**Q:** This is a semilocal density-functional calculation for layered SnSe₂, with the bands rewritten as 17 localised Wannier functions. I can see where each one sits, but I don't know how to read its size.

Wannier functions of SnSe₂ at the given structure, from GPAW 26.7.0 with revPBE, PAW data sets, a 600 eV plane-wave cutoff and an 8×8×5 k mesh, without spin polarisation or spin–orbit coupling. The functions were localised with Wannier90 3.1.0 on a 6×6×5 k mesh in 200 iterations; their centres are given in fractions of the cell edges.

| row | function a (fractional) | function b (fractional) | function c (fractional) | function spread (angstrom^2) |
| --- | --- | --- | --- | --- |
| 1 | -0.056 | 0.142 | 0.040 | 1.678 |
| 2 | -0.147 | -0.202 | 0.033 | 1.659 |
| 3 | -0.004 | 0.008 | -0.116 | 1.675 |
| 4 | 0.203 | 0.059 | 0.032 | 1.657 |
| 5 | 0.009 | -0.025 | 0.000 | 0.396 |
| 6 | -0.002 | -0.003 | -0.010 | 0.263 |
| 7 | 0.000 | 0.001 | 0.031 | 0.555 |
| 8 | 0.004 | 0.000 | -0.010 | 0.264 |
| 9 | -0.007 | 0.021 | 0.000 | 0.378 |
| 10 | 0.675 | 0.335 | 0.836 | 1.299 |
| 11 | 0.583 | 0.160 | 0.719 | 1.299 |
| 12 | 0.836 | 0.425 | 0.714 | 1.308 |
| 13 | 0.572 | 0.413 | 0.722 | 1.302 |
| 14 | 0.325 | 0.665 | 0.164 | 1.292 |
| 15 | 0.417 | 0.840 | 0.281 | 1.302 |
| 16 | 0.164 | 0.575 | 0.286 | 1.310 |
| 17 | 0.428 | 0.587 | 0.278 | 1.304 |

**A:** Function a, function b and function c give the centre in fractions of the cell edges. Function spread, which I'll call $\Omega$, is the mean square distance from that centre. First sort the functions by the nucleus they surround. Sn is at the origin, and the two Se atoms lie near (2/3, 1/3, 3/4) and (1/3, 2/3, 1/4).

**Q:** Then rows 1 to 4 surround Sn, with spreads near 1.67 Å². Rows 10 to 13 surround one Se and rows 14 to 17 the other, near 1.30 Å². Rows 5 to 9 sit almost on the Sn nucleus and are much smaller. Are these the electron pairs of the crystal?

**A:** No, and counting shows why. The 26 electrons fill 13 bands, but there are 17 functions, so the set also spans four dimensions of empty bands. In the ionic limit, the filled bands would be five Sn 4d functions and four functions on each Se. The remaining four come from the 5s and 5p shell of Sn, which that limit leaves empty. In the real crystal the valence shells of Sn and Se mix, so none of the functions in rows 1 to 4 and 10 to 17 can be called simply full or empty.

**Q:** So the three sizes are those of three atomic shells?

**A:** In essence, yes, but the spread hides part of the size. A function can be wide around its nucleus and still have a small spread if it leans to one side. If its centre is shifted by $d$ from the nucleus, its mean square distance from the nucleus is $M=\Omega+d^2$. This holds exactly.

On average $M$ is 2.18 Å² for rows 1 to 4 and 1.64 Å² for the Se functions. That is the order standard atomic physics leads us to expect: the 5s and 5p shell of Sn reaches further out than the 4s and 4p shell of Se, while 4d lies deep inside. These are not free-atom sizes, though. The empty part of the set was picked out of 24 calculated bands, so the widths of the valence functions depend on the energy windows used for that choice. In SnS₂, with like settings, the more compact valence shell of sulfur should make the chalcogen functions smaller still.

**Q:** Why do they lean at all? An s or a p orbital is centred on its atom.

**A:** Because leaning is how localisation gains. Mixing orbitals on one atom leaves the sum of their $M$ values unchanged, so the summed spread can fall only if the summed $d^2$ grows. A pure s or p orbital has no shift, but a hybrid of the two does.

Take $n$ equal hybrids made from one s and $n-1$ p orbitals. Each contains a fraction $1/n$ of s, and its shift is $2X\sqrt{(1/n)(1-1/n)}$, where $X$ is the dipole matrix element between s and p. Squaring this and adding up the $n$ hybrids gives

$$\sum d^2 = 4X^2\left(1-\frac{1}{n}\right).$$

The sum is zero for an unmixed s orbital, $2X^2$ for two hybrids and $3X^2$ for four. With only three p orbitals available, four hybrids are the end of the road, and they form a tetrahedron.

**Q:** But Sn has six Se neighbours. Shouldn't its functions follow the octahedron?

**A:** The argument never mentioned neighbours. One s and three p orbitals make four functions, however many bonds there are. In the table, row 3 points almost straight along the layer normal, and rows 1, 2 and 4 tilt 16 to 20° out of the layer plane on the other side. An ideal tetrahedron has 19.5° there, whereas the Sn–Se bonds tilt by 35°.

There is a second sign that this shape belongs to the description and not to the crystal. Sn sits at a centre of inversion, and a tetrahedron has none. The inverted set would describe the same bands equally well, so the lopsided pattern implies no electric dipole on Sn.

**Q:** On Se I expected three functions along the bonds and a lone pair facing the gap between the layers. Rows 10 and 14 do the opposite.

**A:** They do: each points from its Se towards the Sn plane, between three Sn atoms, while the other three lean towards the gap. The bond and lone-pair picture belongs to functions built from the filled bands alone. Here Sn has functions of its own, and a bond is a combination of functions on both atoms. My guess is that the Se functions turn away from the bonds because they must stay orthogonal to those on Sn, but nothing in this calculation tests that.

**Q:** Now the d functions. Rows 6 and 8 have spreads of 0.26 Å², but row 7 has 0.56 Å². Is that the crystal field acting on the 4d shell?

**A:** Look at its centre first. Row 7 is shifted by 0.19 Å along the layer normal. A pure d orbital looks the same after inversion through the nucleus, so its centre must lie on the nucleus. Row 7 must therefore contain something that changes sign under inversion, and a 5p orbital of Sn is the natural candidate.

**Q:** Can the numbers tell us whether the admixture comes from Sn?

**A:** They can support it, because mixing changes two quantities together. Let a function contain a share $w$ of the partner and $1-w$ of pure d. If cross terms are neglected, its on-site energy $E$, the mean energy of an electron in that function, and its $M$ both move from the d value towards the partner's value in proportion to $w$. Eliminating $w$ leaves a straight line of $M$ against $E$. A crystal field alone would shift the energies and leave the widths nearly alone.

**Q:** And do the five functions lie on a line?

**A:** Very closely, with a slope of 0.105 Å² per eV. That alone is modest evidence, since rows 6 and 8 nearly coincide, as do rows 5 and 9, which leaves about three distinct points. The harder test is to extend the line to the valence functions of Sn, which took no part in the fit.

Take row 3. Row 7 lies at −12.07 eV with $M=0.591$ Å², and row 3 lies at 3.29 eV, which is 15.36 eV higher. The line then gives

$$M = 0.591 + 0.1048\times 15.36 = 2.20\ \text{Å}^2.$$

The calculation has 2.18 Å², so the estimate is about 1% too high. Don't lean on that 1%: strictly the line runs to the pure partner, and if that is 5p, the hybrids with their quarter of 5s stay on it only as far as 5s itself lies near the line.

**Q:** Couldn't any broad valence function end up on that line?

**A:** The Se functions are the control, and they miss it. At their energies the line gives 2.03 to 2.11 Å², but their $M$ about their own nucleus is only 1.57 to 1.67 Å². Nor do they suit as the partner: seen from Sn they are a whole bond length away, so mixing them in would make the line several times as steep. The line thus favours the valence shell of Sn. The centres agree: function c adds up to −0.011 over rows 1 to 4 and to 0.011 over rows 5 to 9, and the other two coordinates cancel likewise within rounding, as expected if the two groups exchange character at a centre of inversion. The line alone doesn't separate 5s from 5p, but all five d functions are shifted, and only an odd partner such as 5p can shift them. The analysis printed below gives the values row by row.

**Q:** Then why would a deep 4d function take in valence character at all? It only gets wider.

**A:** The localisation minimises the summed spread, not each spread. What row 7 takes from the valence shell, the valence functions receive back as d character. If the mixing stays on one atom, the sum of $M$ doesn't change, so whatever the d function gains in $M$ the valence functions lose. The summed spread then falls if the summed $d^2$ grows, and a little d can achieve that by making an sp hybrid more one-sided. Symmetry suggests which d: in a tetrahedral set, three of the five d orbitals transform like p and none like s, and one of the three points along the threefold axis, here the layer normal, which fits row 7. All this is an argument from the theory. Mixing the d functions among themselves is expected to change the summed spread very little. A different start or a longer minimisation might share out the mixing in another way, so I wouldn't treat the inequality of the five d functions as a property of SnSe₂.

**Q:** What is left that I can use?

**A:** The set as a whole. It reproduces the calculated bands with a mean error of about 1 meV, though that mean doesn't say which bands it covers. Only bands inside the frozen window are held to the calculated ones, so compare the empty bands directly before interpolating with them. The set also inherits the faults of those bands. Semilocal functionals usually make the gap too small, and spin–orbit splitting is left out. The structure was used as given, although this functional finds a pressure of several GPa and sizeable forces on the Se atoms in it. A single centre or spread is a feature of the chosen basis, so it shouldn't be read as a charge or a bond.

Output of the analysis:

```
Functions seen from their own nucleus (tilt has no meaning for rows 5 to 9):
  row  shift_A  tilt_from_layer_deg  onsite_eV  second_moment_A2  line_from_rows_5_to_9_A2
    1    0.717                20.02      3.333             2.192                     2.206
    2   0.7185                16.37      3.173             2.175                     2.189
    3   0.7129               -86.76      3.292             2.183                     2.202
    4   0.7167                 15.9      3.163             2.171                     2.188
    5   0.1163                    0     -13.81            0.4095                    0.4089
    6  0.06218               -80.67     -15.16            0.2669                    0.2673
    7   0.1903                88.85     -12.07            0.5912                    0.5914
    8  0.06323               -76.05     -15.15             0.268                    0.2678
    9  0.09619                    0     -14.01            0.3873                    0.3874
   10   0.5228                86.81      1.725             1.572                     2.037
   11   0.6048                -18.9      2.313             1.665                     2.099
   12   0.6036               -22.04      2.372             1.672                     2.105
   13   0.6028               -17.12      2.311             1.665                     2.099
   14   0.5228               -86.81      1.693             1.565                     2.034
   15   0.6048                 18.9      2.323             1.668                       2.1
   16   0.6036                22.04       2.38             1.674                     2.106
   17   0.6028                17.12       2.32             1.667                       2.1
Mean spread of rows 1-4 on Sn (angstrom^2): 1.667
Mean spread of rows 10-17 on Se (angstrom^2): 1.302
Mean shift from the nucleus, rows 1-4 (angstrom): 0.7163
Mean shift from the nucleus, rows 10-17 (angstrom): 0.5835
Mean second moment about Sn, rows 1-4 (angstrom^2): 2.18
Mean second moment about Se, rows 10-17 (angstrom^2): 1.644
Part of the second moment taken off by the shift, rows 1-4 (percent): 23.53
Part of the second moment taken off by the shift, rows 10-17 (percent): 20.79
Summed squared shift, two sp hybrids and two p (units of squared s-p dipole element): 2
Summed squared shift, three sp2 hybrids and one p (same units): 2.667
Summed squared shift, four sp3 hybrids (same units): 3
Tilt of the three side functions of an ideal tetrahedron (degrees): 19.47
Tilt of the Sn-Se bonds from the layer plane (degrees): 34.78
Slope of second moment against on-site energy, rows 5-9 (angstrom^2 per eV): 0.1048
Largest miss of that line within rows 5-9 (angstrom^2): 0.0006212
Mean second moment that the line predicts for rows 1-4 (angstrom^2): 2.196
Slope expected if Se functions were mixed in (angstrom^2 per eV): 0.4933
On-site energy of rows 10 and 14 less that of the other Se rows (eV): -0.6277
```
